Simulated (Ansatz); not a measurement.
## ScBC: energy less reference against wave cutoff

Results calculated with Ansatz 0.2.0, not measured. One setting of a density functional single point varied, free energy counted from the run at the reference value, pressure positive in compression; periodic cell, basis, potentials, k mesh and filling as listed.

Structure of every row (space group P6_3/mmc, No. 194):
```
CELL_PARAMETERS angstrom
2.91610 0.00000 0.00000
-1.45810 2.52550 0.00000
0.00000 0.00000 7.31610
ATOMIC_POSITIONS crystal
Sc 0.00000 0.00000 0.00000
Sc 0.00000 0.00000 0.50000
B 0.66667 0.33333 0.25000
B 0.33333 0.66667 0.75000
C 0.66667 0.33333 0.75000
C 0.33333 0.66667 0.25000
```

Settings of every row: functional r2SCAN; dispersion none; potentials PAW; k mesh 9x9x3; k shift 0x0x0; occupations cold; smearing width 0.1 eV; spin none; varied setting wave cutoff; reference wave cutoff 500 eV.

Limits: coarse k mesh, up to 40 meV an atom off; cutoff under the advised one; the cell comes from a prototype or a list of computed structures and needn't be the stable phase.

```
row  wave cutoff (eV)  energy less reference (meV/atom)
  1               250                            269.89
  2               300                                 ?
  3               350                             15.13
  4               400                              4.09
  5               450                              1.14
  6               500                                 0
```

Question: what energy less reference should row 2 give?

Worked fit of energy less reference. Measure energy less reference from the row at the highest cutoff, 0.00 meV/atom, and take the logarithm of what remains: 250 → 5.60, 350 → 2.72, 400 → 1.41, 450 → 0.13. A straight line through these is ln|rest| = 12.397 − 0.0274 × cutoff, so the rest falls by a factor of e every 36.5 eV; from 4 rows that is a rough guide, not a law, and the row at the highest cutoff isn't the limit itself. At 300 eV the line gives ln|rest| = 4.177, a rest of 65.17 meV/atom, and so 0.00 + 65.17 = 65.17 meV/atom.

The calculation gave 59.86 meV/atom. The fit lies 5.31 meV/atom (8.9 % of the value, 2 % of the column's range) above it; its largest miss of a shown row is 13.42 meV/atom.
